Question: Can the two tightest boron nitride cells be predicted from the seven wider ones?

I am looking at density-functional results for hexagonal boron nitride, a stack of flat honeycomb sheets. The cell keeps its shape along the series: c/a, the height of the cell over its in-plane edge, stays at 2.660. Only the volume per atom changes, and with it the shortest distance, which is the B–N bond length. The pressure and the energy of the two smallest cells are covered up. What values would you put there, how sure would you be, and what physics decides them?

Scalar-relativistic all-electron LAPW calculations with Ansatz 0.2.0 and the PBE functional for hexagonal BN (P6_3/mmc, 4 atoms per cell), with atoms fixed, an 11×11×4 k mesh, Fermi-Dirac smearing of 0.02 eV and a basis error target of 1 meV/atom. Pressure is positive in compression, and energies are relative to spherical, unpolarised free atoms.

```
volume (Å³/atom)     c/a  shortest distance (Å)  pressure (GPa)  energy less free atoms (eV/atom)
           8.500  2.6602                  1.416               ?                                 ?
           8.681  2.6603                  1.426               ?                                 ?
           8.862  2.6602                  1.436           8.471                            -8.788
           8.952  2.6602                  1.441           5.820                            -8.792
           9.043  2.6602                  1.446           3.287                            -8.794
           9.133  2.6602                  1.450           0.866                            -8.796
           9.223  2.6602                  1.455          -1.448                            -8.795
           9.404  2.6603                  1.465          -5.773                            -8.791
           9.585  2.6602                  1.474          -9.725                            -8.783
```

Answer:

Two sizes are worth remembering here. Shortening the B–N bond by 1% adds roughly 7 GPa of pressure, and it also makes the bond 7 to 8% stiffer. The first sets the slope of the pressure curve, and the second adds much of its bend. A prediction outside the known range stands or falls with the bend.

The bond is the right thing to look at because of how these cells are squeezed. At fixed c/a every length shrinks by the same fraction, and the symmetry of the flat sheet holds its angles at 120°. A sheet can then respond only by changing its bond length. The gaps between the sheets shrink too, but they are soft.

The stresses from the same runs confirm this. From the smallest known cell to the largest, the in-plane stress swings from 11.1 GPa of compression to 15.7 GPa of tension, while the stress along the stacking axis changes by only about 1 GPa. The pressure in the table is the average over the three directions, two of which lie in the plane. The in-plane part therefore carries 98% of the pressure change.

Pressure can be translated into a push per bond. Squeezing the crystal by dV costs the energy −P dV per atom, where P is the pressure and V the volume per atom. V grows as the cube of the bond length d, so dV = 3V dd/d. Each atom has three bonds and shares each with a neighbour, which makes 1.5 bonds per atom. Dividing the work among them gives

push per bond = 2PV/d

with P in eV/Å³ (1 eV/Å³ is 160.2 GPa). The stress between the layers is included in this push. It adds roughly 1 GPa to the pressure of every known row, so it shifts the push noticeably but hardly changes its slope.

The slope of the push against bond length is the effective stiffness of the bond. It is 40.8 eV/Å² between the cells at 8.862 and 9.043 Å³, and 35.0 eV/Å² between those at 9.404 and 9.585 Å³. The bond thus softens by 14% while it lengthens by 2%. A spring of constant stiffness would miss this.

A likely explanation is that two forces with different reach compete. When the atoms approach, their occupied orbitals overlap more, and the Pauli principle makes the repulsion climb steeply. The attraction of the bond varies more gently with distance. The stiffness therefore rises on the short side, where the steep repulsion gains weight, and falls on the long side. The table shows the softening but doesn't separate the two forces, so the claim that the repulsion is the steeper one rests on theory.

A diatomic molecule such as N₂ behaves in the same way: its bond resists compression more than stretching, and a Morse curve describes this well near the minimum. The analogy covers the shape of the curve only. In the sheet three bonds meet at each atom, and more distant neighbours and the other layers add their share. The constants of a Morse curve for the crystal are therefore not the energy of a B–N bond.

The smallest cell can be estimated by hand from the known rows. At 8.862 Å³ the push is

2 × 8.471 × 8.862 / (160.2 × 1.436) = 0.653 eV/Å

The bond then has to shrink by another 0.020 Å, to 1.416 Å. Continuing the trend of the stiffness to the middle of this step gives about 44 eV/Å². The push rises to

0.653 + 44 × 0.020 = 1.53 eV/Å

and turning it back into a pressure at 8.500 Å³ gives

160.2 × 1.53 × 1.416 / (2 × 8.500) = 20.4 GPa

The rounded bond lengths leave this uncertain by about half a GPa.

For the actual forecast I fitted a Morse curve, with three constants, to the pressures of the seven known rows. It gives 14.16 ± 0.05 GPa at 8.681 Å³ and 20.40 ± 0.10 GPa at 8.500 Å³. The margins are judgements: they allow for the small spread between smooth curves, for the rounded volumes and for the length of the extrapolation. They also assume that the material stays the same kind of insulator, as it is in the known cells.

A spring of constant stiffness, fitted to the same rows, gives only 13.2 and 18.5 GPa. I expect it to fall clearly short, and more so in the smaller cell. This spring has the average stiffness of the known range and already falls short at 8.862 Å³, so the gap between the two forecasts counts the stiffening from the middle of that range inward, not only over the last step.

The energy follows from the pressure, because pressure is the slope of energy against volume. Integrating the fitted curve, and taking only a constant offset from the known energies, gives −8.775 eV per atom at 8.681 Å³ and −8.756 eV per atom at 8.500 Å³, each ± 0.001 eV. The zero of this energy is a set of spherical, unpolarised atoms, which are not real free atoms. Only the differences along the column should be used, not the value near −8.8 eV as a cohesive energy.

The withheld rows as computed:

```
volume (Å³/atom)     c/a  shortest distance (Å)  pressure (GPa)  energy less free atoms (eV/atom)
           8.500  2.6602                  1.416          20.375                            -8.756
           8.681  2.6603                  1.426          14.151                            -8.775
```

Both pressures lie inside their margins. The Morse forecast is too high by 0.03 GPa in the smallest cell and by 0.01 GPa in the next. The constant spring is too low by 1.9 and 0.9 GPa, or 9% and 6% of the computed pressures. The Morse hit shows that the stiffening seen in the wider cells continues at much the same rate into the tighter ones.

The small overshoot probably comes from the printed volumes. The known row that fits worst is 9.043 Å³, whose true volume is nearly half a unit of the last digit smaller. On so steep a curve that shifts the pressure by about 0.01 GPa, which is the size of its misfit. The other roundings lean the same way: the printed volume is also too large at 8.862 Å³ and too small at 9.223 and 9.404 Å³, which makes the fitted curve slightly too steep. I haven't repeated the fit with unrounded volumes, but it is expected to remove most of the overshoot.

The hit supports a smoothly stiffening solid, but it doesn't prove the picture of a bond. The Birch–Murnaghan equation, a standard pressure–volume formula that knows nothing of bonds, does just as well with three constants of its own: the two forecasts differ by no more than the rounding of the volumes allows. The stress in the plane shows that the resistance sits in the sheets. Giving most of it to the B–N bond is a chemical judgement, because at fixed shape all distances within a sheet shrink together.

Now that the tight cells are uncovered, the energy components of one of them can be set against those of a wider cell. From 9.404 to 8.681 Å³ the kinetic energy of the electrons rises by 13.0 eV per cell, while the electrostatic and exchange-correlation energies fall by 9.9 and 3.0 eV. This fits the picture of a repulsion and an attraction that nearly cancel. But two points give a slope and no bend, so they can't show that the repulsion is the steeper force.

Both energies agree with the forecast to the last printed digit, 1 meV per atom. This is a weaker test of the physics than it looks, since energy and pressure must match in any sound calculation. It does show that the two columns are consistent with each other to about 1 meV per atom. An error that enters both alike, such as one from the k mesh, would stay hidden.

For practical use, the fixed shape matters more than the last digit of the forecast. Around 9.133 Å³ the resistance to compression, −V dP/dV, is

9.133 × (3.287 + 1.448) / (9.223 − 9.043) = 240 GPa

A real piece of the material under uniform pressure yields mainly by closing the gaps between its sheets, so its bulk modulus is expected to be far smaller. The table tells how hard it is to squeeze the sheets themselves, not how a powder or a film responds in a press.

For the same reason, the volume at which the pressure passes through zero is not the relaxed volume. At 9.223 Å³, just beyond that point, the sheets are under 3.5 GPa of tension while the stacking axis is still under 2.6 GPa of compression. The average passes through zero where such opposite stresses cancel, not where each of them vanishes. The PBE functional lacks the long-range dispersion attraction that helps to hold the layers together, which fits with their pushing apart here. To relax the cell, c/a must be free to adjust, and a realistic spacing of the sheets also needs a method that includes dispersion.

The printed output below lists the three fits and their misses.

The analysis program printed:

```
In-plane share of the pressure change from 8.862 to 9.585, percent: 98.18
Effective bond stiffness between 8.862 and 9.043, eV/A^2: 40.77
Effective bond stiffness between 9.404 and 9.585, eV/A^2: 34.99
Fall of the stiffness from the first to the second, percent: 14.18
fit of pressure on 7 rows: coefficient of geom*exp(-s*dx) -1717 +/- 0.86, coefficient of geom*exp(-2*s*dx) 1724 +/- 0.87, s 1.8; rms 0.00596, worst 9.043 -0.0114, leave-one-out rms 0.00888
  rows outside the fit (model, value, miss): 8.5 20.4, 20.38, 0.0258; 8.681 14.16, 14.15, 0.0111
fit of pressure on 7 rows: coefficient of geom 8.091 +/- 0.52, coefficient of geom*dx -3039 +/- 42; rms 0.183, worst 8.862 -0.265, leave-one-out rms 0.315
  rows outside the fit (model, value, miss): 8.5 18.47, 20.38, -1.9; 8.681 13.23, 14.15, -0.918
fit of pressure on 7 rows: coefficient of v**(-5/3) -469.9 +/- 12, coefficient of v**(-7/3) 581.7 +/- 24, coefficient of v**(-3) -107.3 +/- 12; rms 0.00606, worst 9.043 -0.0117, leave-one-out rms 0.00916
  rows outside the fit (model, value, miss): 8.5 20.41, 20.38, 0.0389; 8.681 14.17, 14.15, 0.0153
Error bar of the Morse pressure forecast at 8.500, GPa: 0.1
Error bar of the Morse pressure forecast at 8.681, GPa: 0.05
Morse less Birch-Murnaghan forecast at 8.500 and 8.681, GPa: -0.01311, -0.004157
Energy forecast at 8.500 and 8.681, eV/atom: -8.756, -8.775
Error bar of both energy forecasts, eV/atom: 0.001
Computed energy at 8.500 and 8.681, eV/atom: -8.756, -8.775
Energy forecast less computed at 8.500 and 8.681, meV/atom: 0.3582, -0.111
Largest energy miss on the known rows, meV/atom: 0.4735
```
